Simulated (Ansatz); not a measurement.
## TaN: largest V_zz and pressure as volume scale varies

Results calculated with Ansatz 0.2.0, not measured. Periodic Kohn-Sham DFT of a crystal at fixed atoms, scaled to volume_scale times the given cell; pressure positive in compression, energy less spherical unpolarised free atoms, largest_vzz the field gradient of largest size among the nuclei.

The cell before it is scaled or strained (space group P-62m, No. 189):
```
CELL_PARAMETERS angstrom
5.19600 0.00000 0.00000
-2.59800 4.49990 0.00000
0.00000 0.00000 2.91100
ATOMIC_POSITIONS crystal
Ta 0.33333 0.66667 0.50000
Ta 0.66667 0.33333 0.50000
Ta 0.00000 0.00000 0.00000
N 0.39285 0.00000 0.00000
N 0.60715 0.60715 0.00000
N 0.00000 0.39285 0.00000
```

Settings of every row: method frozen-core PAW; functional PBEsol; relativity scalar; k mesh 6x6x9; filling fermi-dirac; smearing width 0.01 eV; wave cutoff 420 eV; paw set soft_2.

Atom start moment: 0 on all atoms.

Limits: PAW files made with PBE; field gradient without spin-orbit coupling on heavy atoms; no gap: field gradients move with the k mesh; no spin-orbit coupling on heavy atoms.

```csv
row,volume scale,V (Å³/atom),largest V_zz (1e21 V/m^2),pressure (GPa)
1,0.94,10.663,-21.99,18.76
2,0.96,10.89,-21.204,10.432
3,0.98,11.117,-20.464,2.948
4,0.99,11.23,-20.112,-0.507
5,1,11.344,?,?
6,1.01,11.457,-19.426,-6.89
7,1.02,11.571,-19.095,-9.835
8,1.04,11.798,-18.457,-15.273
9,1.06,12.025,-17.854,-20.16
```

Question: what largest V_zz and pressure should row 5 give?

Worked fit of largest V_zz. Take t = volume scale − 1. The shown rows have t = -0.06, -0.04, -0.02, -0.01, 0.01, 0.02, 0.04, 0.06. Least squares give largest V_zz = −19.7626 + 34.411 × t − 43.97 × t² 1e21 V/m^2; a straight line predicts inner rows, each left out in turn, worse (root mean square 0.049 against 0.0045 1e21 V/m^2). The rows lie off it by -0.004, 0.005, 0.004, -0.001, -0.003, -0.003, 0.000, 0.002 (root mean square 0.0032 1e21 V/m^2). The withheld row has t = 0, so the fit gives −19.7626 + 34.411 × (0) − 43.97 × (0)² = -19.763 1e21 V/m^2.

The calculation gave -19.766 1e21 V/m^2. The fit lies 0.003 1e21 V/m^2 (0.073 % of the column's range) above it; its largest miss of a shown row is 0.005 1e21 V/m^2.

Worked fit of pressure. Take u = (V_r/V)^(2/3) − 1 with V_r = 11.344 Å³ an atom, which is twice the finite (Eulerian) strain; such expansions in the strain, on which the Birch-Murnaghan equation of state is built, carry the rest volume and the bulk modulus. The shown rows have u = 0.04214, 0.0276, 0.01357, 0.00676, -0.00659, -0.01312, -0.02582, -0.03812. Least squares give pressure = −3.7908 + 478.193 × u + 1315.01 × u² + 890 × u³ GPa; a parabola predicts inner rows, each left out in turn, worse (root mean square 0.016 against 0.0086 GPa). The rows lie off it by -0.002, 0.004, 0.005, -0.009, -0.005, 0.005, 0.003, -0.002 (root mean square 0.0049 GPa). The pressure vanishes at u = 0.0078, or V = 11.21 Å³ an atom, and there the bulk modulus at fixed shape and fractions is B = −V dP/dV = (2/3)(1 + u) dP/du = 335 GPa. Letting shape and atoms relax would as a rule lower it, by much in layered, chain or molecular crystals. The withheld row has u = 0, so the fit gives −3.7908 + 478.193 × (0) + 1315.01 × (0)² + 890 × (0)³ = -3.791 GPa.

The calculation gave -3.783 GPa. The fit lies 0.008 GPa (0.021 % of the column's range) below it; its largest miss of a shown row is 0.009 GPa.
